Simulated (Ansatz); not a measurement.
# InPt3: the change of pressure and energy less free atoms with volume per atom

All results are calculated (Ansatz 0.2.0). Periodic Kohn-Sham DFT of a crystal at fixed atoms; pressure and stress are positive in compression; the energy is the free energy less that of spherical unpolarised free atoms; site moments are those in the method's own spheres, positive along +z.

Cell of the first row (space group Pm-3m, No. 221):
```
InPt3
1.0
      3.9066     0.0000     0.0000
      0.0000     3.9066     0.0000
      0.0000     0.0000     3.9066
In Pt
1 3
Direct
  0.00000 0.00000 0.00000
  0.50000 0.50000 0.00000
  0.00000 0.50000 0.50000
  0.50000 0.00000 0.50000
```

Settings of every row: method all-electron LAPW; functional PBEsol; relativity scalar; k mesh 10x10x10; filling fermi-dirac; smearing width 0.05 eV; basis error target 0.5 meV/atom; nucleus gaussian.

Atom start moment: 0 on all atoms.

Limits: no spin-orbit coupling on heavy atoms.

| row | volume per atom (Å³) | pressure (GPa) | energy less free atoms (eV/atom) |
| --- | --- | --- | --- |
| 1 | 14.905 | 17.795 | -6.2902 |
| 2 | 15.222 | 11.427 | -6.319 |
| 3 | 15.539 | 5.804 | -6.336 |
| 4 | 15.698 | 3.245 | -6.3404 |
| 5 | 15.856 | 0.843 | -6.3424 |
| 6 | 16.015 | -1.413 | -6.3421 |
| 7 | 16.174 | -3.53 | -6.3397 |
| 8 | 16.491 | ? | ? |
| 9 | 16.808 | -10.759 | -6.3108 |

Question: what pressure and energy less free atoms should row 8 give?

Worked fit of pressure. Take u = (V_r/V)^(2/3) − 1 with V_r = 15.777 Å³ an atom, which is twice the finite (Eulerian) strain; such expansions in the strain, on which the Birch-Murnaghan equation of state is built, carry the rest volume and the bulk modulus. The shown rows have u = 0.03863, 0.02416, 0.01018, 0.00335, -0.00332, -0.00993, -0.01643, -0.04132. Least squares give pressure = 2.0259 + 358.393 × u + 1239.43 × u² + 1303 × u³ GPa; a parabola predicts inner rows, each left out in turn, worse (root mean square 0.021 against 0.0051 GPa). The rows lie off it by 0.000, 0.000, 0.000, 0.005, -0.007, -0.001, 0.004, 0.000 (root mean square 0.0034 GPa). The pressure vanishes at u = -0.0058, or V = 15.91 Å³ an atom, and there the bulk modulus at fixed shape and fractions is B = −V dP/dV = (2/3)(1 + u) dP/du = 228 GPa. The withheld row has u = -0.02908, so the fit gives 2.0259 + 358.393 × (-0.02908) + 1239.43 × (-0.02908)² + 1303 × (-0.02908)³ = -7.380 GPa.

The calculation gave -7.378 GPa. The fit lies 0.002 GPa (0.007 % of the column's range) below it; its largest miss of a shown row is 0.007 GPa.

Worked fit of energy less free atoms. Take u = (V_r/V)^(2/3) − 1 with V_r = 15.777 Å³ an atom, which is twice the finite (Eulerian) strain; such expansions in the strain, on which the Birch-Murnaghan equation of state is built, carry the rest volume and the bulk modulus. The shown rows have u = 0.03863, 0.02416, 0.01018, 0.00335, -0.00332, -0.00993, -0.01643, -0.04132. Least squares give energy less free atoms = −6.34172 + 0.2988 × u + 26.086 × u² + 18.1 × u³ eV/atom; a parabola predicts inner rows, each left out in turn, worse (root mean square 0.00028 against 4.9e-05 eV/atom). All shown rows lie on it to the printed digit. Its lowest point lies at u = -0.0058, or V = 15.91 Å³ an atom, and the curvature there gives the bulk modulus at fixed shape and fractions, B = (4/9)(1 + u)² E″(u)/V = 228 GPa. The withheld row has u = -0.02908, so the fit gives −6.34172 + 0.2988 × (-0.02908) + 26.086 × (-0.02908)² + 18.1 × (-0.02908)³ = -6.3288 eV/atom.

The calculation gave -6.3288 eV/atom. The fit meets it to the printed digit.
